**Why is the lowest excited state of this nitrile dark, and does an orbital overlap of 0.5 mean charge transfer?**

I am looking at the six lowest singlet excitations of a small molecule, N≡C–CF=CF–CHF₂, calculated with B3LYP at one fixed geometry.

Six lowest vertical singlet excitations of gas-phase N≡C–CF=CF–CHF₂ at its GFN2-xTB geometry, from full linear-response TDDFT in PySCF 2.14.0 with B3LYP/aug-cc-pVDZ, density fitting and core orbitals frozen in the response. Exciton size and lambda, the spatial overlap of the orbital pairs, are computed from the normalised X+Y amplitudes.

```tsv
row	singlet state	singlet energy (eV)	singlet oscillator strength	singlet exciton size (Å)	singlet orbital overlap lambda	singlet main from	singlet main to
1	1	5.730	0.000	2.790	0.510	HOMO	LUMO+1
2	2	5.810	0.383	2.760	0.810	HOMO	LUMO
3	3	6.450	0.000	2.880	0.480	HOMO-1	LUMO
4	4	6.770	0.001	3.130	0.490	HOMO-2	LUMO
5	5	7.210	0.003	4.330	0.240	HOMO	LUMO+2
6	6	7.330	0.024	2.680	0.670	HOMO-3	LUMO
```

Several things puzzle me. The lowest state is not HOMO to LUMO, and it has no intensity, while the state just above it has plenty. Three states have an overlap near 0.5, which I would have read as partial charge transfer. The exciton size jumps at state 5 and then falls back, although the energy goes on rising. Is there one way of looking at these states that accounts for all this?

**Answer**

There is: ask where the two orbitals of each excitation lie and how they are oriented. An excitation takes an electron out of one orbital, leaving a hole, and puts it into another. The shapes of the two orbitals decide the intensity, the overlap and the size. They also decide how far the excitation energy departs from the difference of the two orbital energies.

Start with the orientation. All the atoms lie close to one plane, except the two fluorines of the CHF₂ group, which stand on either side of it. The molecule has π orbitals, with lobes above and below this plane, and other orbitals that lie mainly in it. State 2 goes from π to π*, along the conjugated C=C–C≡N chain, and carries 93% of the summed oscillator strength of the six states. States 1, 3 and 4 are best read as transitions between a π orbital and an in-plane one. In state 1 the electron goes to an in-plane π* orbital centred on the nitrile group; in states 3 and 4 the hole is left in an in-plane orbital, which in state 4 also reaches the two fluorines outside the plane, and the electron enters the π* LUMO.

A single atom shows why such states can be dark without any charge transfer. Take two p orbitals on it at right angles. Their product has four lobes of alternating sign and no dipole, so light cannot drive the transition through the electric dipole. The overlap in the table, lambda, compares only the magnitudes of the orbitals and ignores their signs; for this atomic pair it is $2/\pi$, about 0.64, although no charge has moved at all. The molecule is less strict than the atom: its in-plane orbitals can contain some s character and reach over several atoms, which leaves a trace of intensity. The main reason for the faintness is the same.

The same calculation gives the distance between the centres of hole and electron, and this supports the reading. In states 1, 3 and 4 it is only about 1 Å, less than a typical bond length. State 6, which is again mainly π to π*, moves the charge by 1.00 Å, slightly further than state 4 with 0.90 Å, and yet has the larger overlap. Some charge does move towards the C=C bond, in state 3 from the nitrile and in state 4 from the CHF₂ group. In state 4 the centre distance hides part of this, because the hole lies on both sides of the electron. Such shifts lower the overlap too, but the crossed orientation is the likely cause that all three states share.

State 5 is of another kind. Its electron enters a diffuse orbital that resembles an atomic Rydberg orbital more than a bond orbital of the molecule. This cloud is shifted towards the CHF₂ end, where the ground-state dipole has its positive side; the pull of that end on a loosely held electron is the likely reason for the place. A wide cloud and a compact π hole have little space in common, hence the lowest overlap of the six.

The exciton size is the root-mean-square distance between electron and hole. Its square is the sum of the squared centre distance and the squared spreads of hole and electron, less a small term for their correlated positions. States 1 and 5 have the same main hole orbital, and 73% of the growth in squared size between them comes from the wider electron cloud. The larger centre distance accounts for the rest. State 5 is thus large mainly because its electron is diffuse, and state 6 is compact again because its electron returns to the valence π* orbital.

State 4 is a milder irregularity with the opposite origin. It is larger than state 3 although its charge centres lie closer together. Here the hole is the wide partner: it extends over the CHF₂ group as well as the nitrile, while in state 3 it sits mainly on the nitrile. A large exciton size alone therefore does not identify a Rydberg state; one has to see which partner is spread out.

The energies need one more step. A simple account of a singlet excitation energy is

$$E \approx \Delta - a\,\frac{e^2}{r} + K .$$

Here $\Delta$ is the energy gap between the two main orbitals, $r$ is the exciton size, and $a = 0.20$ is the share of exact exchange in B3LYP. The middle term is needed because, for that share, the energy of an empty orbital describes an electron added to the neutral molecule, which feels no hole; the excited electron does feel one. The last term, $K$, is the repulsion of the transition density with itself; this density is proportional to the product of the two orbitals.

States 4 and 5 offer a test of the attraction, since their orbital gaps are equal to within 0.01 eV. With $e^2 = 14.4$ eV Å, the attraction in state 4 is $0.20 \times 14.4/3.13 = 0.92$ eV. In state 5 it is $0.20 \times 14.4/4.33 = 0.67$ eV. The estimate thus puts state 5 higher by about 0.25 eV.

The calculated separation is 0.44 eV, so the estimate has the right sign and a little over half the size. It uses no adjusted constant, but it is crude: a root-mean-square distance gives too little weight to the moments when electron and hole are close. It also leaves out the local part of the functional's response and the mixing of several orbital pairs. The misfit shows in the single states too: states 1, 3, 4 and 5 lie 0.15 to 0.38 eV lower than the gap less the estimated attraction, which a repulsion $K$ cannot bring about. It should be trusted for the order of magnitude and for the direction, not for the spacing of neighbouring states.

The repulsion $K$ explains the puzzle at the bottom of the list. States 1 and 2 start from the same orbital and have nearly the same exciton size, so their attraction should be about equal. Yet state 1 lies 1.39 eV below its orbital gap, while state 2 lies 0.07 eV above its own. This difference more than cancels the advantage of state 2, whose orbital gap is the smaller by 1.39 eV.

The table gives only the total energies, but theory names the main cause. In state 2 the transition density forms sizeable patches of a single sign on the atoms, and on balance one sign prevails towards one end of the chain and the other sign towards the other end. That makes a strong dipole, and also a large repulsion of the density with itself. In state 1 positive and negative lobes lie side by side and nearly cancel in both respects. The bright state is pushed up by the same feature that makes it bright, and so a dark state with a larger orbital gap can end up beneath it.

State 6 shows that "π to π*" does not by itself guarantee a strong band. Its oscillator strength is only 0.024, against 0.383 for state 2. Its hole sits largely on the nitrile instead of spreading along the whole chain, and it mixes several orbital pairs. My guess is that their contributions to the transition dipole partly cancel. The energy fits this: state 6 lies 1.04 eV below its orbital gap, which leaves little room for a repulsion $K$ as large as in state 2.

How far can the order be trusted? States 1 and 2 are 0.08 eV apart and states 5 and 6 are 0.12 eV apart, both less than the usual error of such calculations. For state 5 there is a further reason for care: B3LYP tends to place Rydberg states too low, and the basis has only one set of diffuse functions. The characters of the states are better founded than the order within these two pairs.

If you want to use the list to judge ultraviolet absorption, look at state 2 and not at the lowest entry. For a similar molecule with a planar conjugated chain, first sort the orbitals into π, in-plane and diffuse. A π to π* pair along the chain can be bright and is then pushed up; a pair at right angles is faint and, with a hybrid functional such as B3LYP, can lie well below its orbital gap; a diffuse electron gives a large exciton and a weaker attraction. The HOMO–LUMO label comes last, because it names the smallest orbital gap and not necessarily the lowest state.
